\section*{Pair condensate from the two-body density matrix: $^6$Li at unitarity}

\subsection*{Definition and bound}
Homogeneous gas, $T=0$, volume $V$, $N_\uparrow=N_\downarrow=N/2$, $n=N/V$, $k_F=(3\pi^2n)^{1/3}$, $E_F=\hbar^2k_F^2/2m$. The spin labels denote two hyperfine states of $^6$Li.
\begin{equation}
\rho_2(\mathbf r_1'\mathbf r_2';\mathbf r_1\mathbf r_2)=\langle\psi^\dagger_\uparrow(\mathbf r_1')\psi^\dagger_\downarrow(\mathbf r_2')\psi_\downarrow(\mathbf r_2)\psi_\uparrow(\mathbf r_1)\rangle=\sum_iN_i\,\phi_i^*(\mathbf r_1'\mathbf r_2')\phi_i(\mathbf r_1\mathbf r_2),
\end{equation}
with normalised $\phi_i$ and trace $\langle N_\uparrow N_\downarrow\rangle$. Off-diagonal long-range order: one eigenvalue $N_0=O(N)$. Condensate fraction $f=N_0/(N/2)$.

Bound (Yang, 1962). Any normalised pair operator has the Schmidt form $b=\sum_j\lambda_jb_j$, $b_j=c_{j\downarrow}c_{j\uparrow}$, $\sum_j\lambda_j^2=1$. In the occupation basis $|(b\Psi)(S)|^2\le\sum_j|\Psi(S+j)|^2$ by Cauchy--Schwarz, where $S+j$ is configuration $S$ with level $j$ filled by a pair. Summing over $S$ counts each configuration once per doubly occupied level, so $N_0=\max\langle b^\dagger b\rangle\le N/2$, $f\le1$. For $P$ pairs on $L$ levels of equal weight the maximum is $P(L-P+1)/L$. With both spin orderings and trace $N(N-1)$, eigenvalue and bound double.

BCS state $\prod_{\mathbf k}(u_k+v_kb_{\mathbf k}^\dagger)|0\rangle$, $b_{\mathbf k}=c_{-\mathbf k\downarrow}c_{\mathbf k\uparrow}$, real $u_k,v_k$:
\begin{equation}
\langle b^\dagger_{\mathbf k}b_{\mathbf k'}\rangle=u_kv_k\,u_{k'}v_{k'}+\delta_{\mathbf{kk}'}v_k^4 .
\end{equation}
The diagonal term shifts the top eigenvalue by less than 1. Hence, with the sum over $\mathbf k$ only,
\begin{equation}
N_0=\sum_{\mathbf k}u_k^2v_k^2,\qquad f=1-\frac{\sum_{\mathbf k}v_k^4}{\sum_{\mathbf k}v_k^2}.
\label{eq:N0}
\end{equation}
The bound is built in. Molecular limit: all $v_k^2\to0$, so $f\to1$.

\subsection*{Estimators}
Shift one $\uparrow\downarrow$ pair rigidly by $\mathbf r$ and sample $|\Psi|^2$:
\begin{equation}
\rho_P(r)=\frac2N\int\! d\mathbf r_1d\mathbf r_2\,\rho_2(\mathbf r_1{+}\mathbf r,\mathbf r_2{+}\mathbf r;\mathbf r_1\mathbf r_2)=\frac N2\left\langle\frac{\Psi(\mathbf r_1{+}\mathbf r,\mathbf r_2{+}\mathbf r,\dots)}{\Psi(\mathbf r_1,\mathbf r_2,\dots)}\right\rangle
\end{equation}
(real $\Psi$, fixed $N$). At large $r$, $\rho_P\to f$.
\begin{itemize}
\item BCS state, by Wick's theorem: $\rho_P=f+(N/2)g(r)^2$, $g=(2/N)\sum_{\mathbf k}v_k^2e^{i\mathbf k\cdot\mathbf r}$. The background is short-ranged but extensive. Its box average is $(2/N)\sum v_k^4=1-f$, so the box average of $\rho_P$ is 1. Read the plateau, or subtract the one-body product.
\item DMC: the operator does not commute with $H$. With $\Psi_T=\Phi+\delta$ the mixed estimate has a first-order bias, the variational one twice that bias, and $2f_{\rm mix}-f_{\rm var}$ is biased at $O(\delta^2)$.
\item AFQMC on a lattice: accumulate $\langle b^\dagger_{\mathbf k}b_{\mathbf k'}\rangle$ by Wick's theorem along back-propagated paths, then diagonalise the averaged matrix.
\end{itemize}

\subsection*{Estimate by hand}
Inputs: $m\approx1\times10^{-26}$ kg, typical density $n=10^{18}$ m$^{-3}$, field at the broad Feshbach resonance (about 83 mT), where $1/a=0$. Then $k_F\approx3\times10^6$ m$^{-1}$ and, with $\hbar\approx1.05\times10^{-34}$ J\,s, $E_F\approx5\times10^{-30}$ J, about $0.4\ \mu$K.

A level adds to $N_0$ only if it is neither surely full nor surely empty. $u^2v^2=\Delta^2/4(\xi^2+\Delta^2)$, with $\xi$ the energy from the Fermi level, is a Lorentzian of height $1/4$ and area $\pi\Delta/4$. Density of states per spin at $E_F$: $3N/4E_F$. So
\begin{equation}
f\approx\frac{3\pi}{8}\frac{\Delta}{E_F}\approx1.2\,\frac{\Delta}{E_F}.
\label{eq:weak}
\end{equation}
At $1/a=0$ the only scale is $E_F$, so $\Delta\sim E_F$. The weak-coupling mean-field gap $\Delta=(8/e^2)E_F\exp(\pi/2k_Fa)$, pushed to $1/a=0$, gives $\Delta\approx1.1E_F$. Result:
\begin{equation}
f_{\rm est}\approx1.2\times1.1\approx1.3,
\end{equation}
or $6.5\times10^{17}$ condensed pairs per m$^3$ out of $5\times10^{17}$ available. The estimate breaks the bound. It says only that $f$ is of order one.

\subsection*{Careful calculation: self-consistent BCS state}
Crossover mean field (Leggett, 1980), zero-range interaction. Energies in units of $E_F$: $\xi=\epsilon-\mu$, $E=\sqrt{\xi^2+\Delta^2}$, $v^2=(1-\xi/E)/2$, $uv=\Delta/2E$, $\sum_{\mathbf k}\to\frac{3N}{4}\int_0^\infty\!\sqrt\epsilon\,d\epsilon$. The effective range, typically near 5 nm, gives $k_Fr_e\approx0.015$ and is dropped.

Set $R=\sqrt{\mu^2+\Delta^2}$, $x=\mu/R$, $p=(1+x)/2$. $\mathsf K(p)$ and $\mathsf E(p)$ are complete elliptic integrals of parameter $p$ (modulus squared). Gap and number equations:
\begin{align}
-\frac{\pi}{k_Fa}&=\int_0^\infty\!\sqrt\epsilon\left(\frac1E-\frac1\epsilon\right)d\epsilon=2\sqrt R\,(\mathsf K-2\mathsf E),\label{eq:gap}\\
1&=\frac34\int_0^\infty\!\sqrt\epsilon\left(1-\frac\xi E\right)d\epsilon=\tfrac12R^{3/2}\left[\mathsf K+x(2\mathsf E-\mathsf K)\right].\label{eq:num}
\end{align}
For $\Delta\ll\mu$: $1-p\to\Delta^2/4\mu^2$, $\mathsf K\to\ln(8\mu/\Delta)$, $\mathsf E\to1$. Then (\ref{eq:num}) gives $\mu=1$ and (\ref{eq:gap}) the factor $8/e^2$ used above.

Condensate integral: write $1/E^2=\Delta^{-1}\,\mathrm{Im}\,(\epsilon-z)^{-1}$, $z=\mu+i\Delta$. Subtracting the real term $1/\epsilon$ leaves the imaginary part unchanged, and $\int_0^\infty\sqrt\epsilon\,[(\epsilon-z)^{-1}-\epsilon^{-1}]\,d\epsilon=i\pi\sqrt z$. Thus
\begin{equation}
f=\frac32\int_0^\infty\!\sqrt\epsilon\,\frac{\Delta^2}{4E^2}\,d\epsilon=\frac{3\pi}{8}\,\Delta\sqrt{\epsilon^*},\qquad \epsilon^*=(\mathrm{Re}\sqrt z)^2=\frac{\mu+R}{2}=pR .
\label{eq:f}
\end{equation}
This is (\ref{eq:weak}) with the density of states taken at $\epsilon^*$.

Unitarity: $\mathsf K=2\mathsf E$ gives $p=0.8261$, $\mathsf K=2.321$, $x=0.6522$. This fixes $\Delta/\mu=1.162$ independently of density. Equation (\ref{eq:num}) gives $R=(2/\mathsf K)^{2/3}=0.9055$. Then
\begin{equation}
\mu=0.5906,\qquad\Delta=0.6864,\qquad\epsilon^*=0.7481 .
\end{equation}
With $\Delta=2R\sqrt{p(1-p)}$,
\begin{equation}
f=\frac{3\pi}{2}\,\frac{p\sqrt{1-p}}{\mathsf K(p)}=0.8086\times0.8649=0.699,
\end{equation}
the two factors being $3\pi\Delta/8$ and $\sqrt{\epsilon^*}$. The missing $0.301$ is Pauli blocking, the mean of $v^2$ weighted by $v^2$ in (\ref{eq:N0}).

SI values of the model, for $m=6.015$ u and the assumed $n=10^{18}$ m$^{-3}$: $k_F=3.09\times10^6$ m$^{-1}$, $E_F=5.33\times10^{-30}$ J ($E_F/k_B=0.386\ \mu$K), $\Delta=3.66\times10^{-30}$ J, $N_0/V=3.50\times10^{17}$ m$^{-3}$. $f$ itself depends on neither $m$ nor $n$.

\subsection*{Why the two differ}
Unrounded, $f_{\rm est}=3\pi/e^2=1.276$, larger than $f$ by $1.82$. Equation (\ref{eq:f}) factorises exactly:
\begin{equation}
\frac{f}{f_{\rm est}}=\mu\cdot\sqrt\mu\cdot\frac{\Delta/\mu}{8/e^2}\cdot\sqrt{\frac{\epsilon^*}{\mu}}=0.548 .
\end{equation}
\begin{center}
\begin{tabular}{lcc}
step & factor & running $f$\\\hline
gap scales with $\mu$, not $E_F$ & 0.5906 & 0.753\\
density of states at $\mu$ & 0.7685 & 0.579\\
$\Delta/\mu=1.162$, not $1.083$ & 1.073 & 0.621\\
Lorentzian weighted by $\sqrt\epsilon$ & 1.125 & 0.699
\end{tabular}
\end{center}
\begin{itemize}
\item The dominant cause is particle counting. The first two rows combine to $\mu^{3/2}=0.454$. At given $\mu$ the smeared distribution, with its tail $v^2\to\Delta^2/4\epsilon^2$, holds $1/\mu^{3/2}=2.20$ times the atoms of a sharp sphere filled to $\mu$. The estimate counts pairs in a strongly smeared state and divides by the atoms of an unsmeared one. Numerator and denominator of (\ref{eq:N0}) then belong to different states, which is why the bound can fail.
\item The last two rows act the other way, together $1.21$. At fixed $\mu$ the thin-shell formulas for $\Delta$ and $N_0$ are low by only this factor, although their expansion parameter $(\Delta/\mu)^2=1.35$ exceeds one. In the last row a Lorentzian wider than $\mu$ loses the part below the band bottom but gains more from the states above $\mu$: $\epsilon^*>\mu$ always.
\item Summary: $1.276\times1.21/2.20=0.70$.
\end{itemize}

What the BCS state omits is as large as what it contains. It has anomalous correlations only at zero total momentum and no depletion by pair fluctuations. At weak coupling, induced interactions already multiply $\Delta$, and by (\ref{eq:weak}) $f$, by $(4e)^{-1/3}=0.45$ (Gor'kov and Melik-Barkhudarov, 1961). At unitarity no small parameter controls such terms. So $f=0.70$ is the model's value, not that of the $^6$Li gas: as typical knowledge, the fraction for the unitary gas lies around one half, so the model is high by roughly 40 per cent, about $0.2$ in $f$ against $0.30$ from Pauli blocking. A BCS-like trial function pulls the mixed DMC estimate toward its own variational value, which makes the extrapolated or back-propagated estimators necessary here.